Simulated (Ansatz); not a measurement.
## From Ti to Hf: the HOMO–LUMO gap

Gas-phase molecules, one atom swapped for its congeners: C10H10Cl2Ti `[Cl][Ti]12345678([Cl])([CH]9[CH]1[CH]2[CH]3[CH]94)[CH]1[CH]5[CH]6[CH]7[CH]18`; C10H10Cl2Zr `[Cl][Zr]12345678([Cl])([CH]9[CH]1[CH]2[CH]3[CH]94)[CH]1[CH]5[CH]6[CH]7[CH]18`; C10H10Cl2Hf `[Cl][Hf]12345678([Cl])([CH]9[CH]1[CH]2[CH]3[CH]94)[CH]1[CH]5[CH]6[CH]7[CH]18`. All are singlets with charge 0.

Shapes, held fixed at every level: PBE0-D4/def2-TZVP. Programs: Ansatz 0.2.0. Values in eV.

Problem. How should the HOMO–LUMO gap change along the series?

Solution. At wB97M-V/def2-TZVPP the HOMO–LUMO gap rises at every step, from 8.43 to 9.50 eV. Every level shows the same order. For atoms past krypton def2 sets carry core potentials with scalar relativity. Orbital gaps aren't excitation energies, and the LUMO depends on the basis.

```tsv
level	C10H10Cl2Ti	C10H10Cl2Zr	C10H10Cl2Hf
r2SCAN-D4/def2-TZVPP	2.52	3.68	3.98
B3LYP-D4/def2-TZVPP	3.84	4.80	5.09
BHLYP-D4/def2-TZVPP	6.33	7.06	7.35
PBE0-D4/def2-TZVPP	4.28	5.21	5.50
r2SCAN0-D4/def2-TZVPP	4.47	5.43	5.73
wB97M-V/def2-TZVPP	8.43	9.21	9.50
```

The gap widens down group 4 at every level, but unevenly: the step from Ti to Zr is much larger than that from Zr to Hf. In these formally d0 M(IV) complexes the HOMO is mainly ligand-based, on cyclopentadienyl and chloride, while the LUMO is largely a metal d orbital. The compact 3d shell of Ti lies low and overlaps weakly with the ligands, so its acceptor level stays low. The 4d and 5d shells lie higher and extend further, which strengthens the antibonding push on the LUMO. Zr and Hf are nearly equal in size because of the lanthanide contraction, and the remaining increase probably reflects the relativistic destabilisation of 5d.

The order agrees with the greater reducibility of Ti(IV) and with the red colour of titanocene dichloride beside its colourless Zr analogue. The size of the gap is far less certain than the order: for Ti it runs from 2.52 to 8.43 eV, probably because the functionals treat exchange differently in occupied and empty orbitals. Gaps alone don't show how much of each widening comes from the LUMO rather than the HOMO.
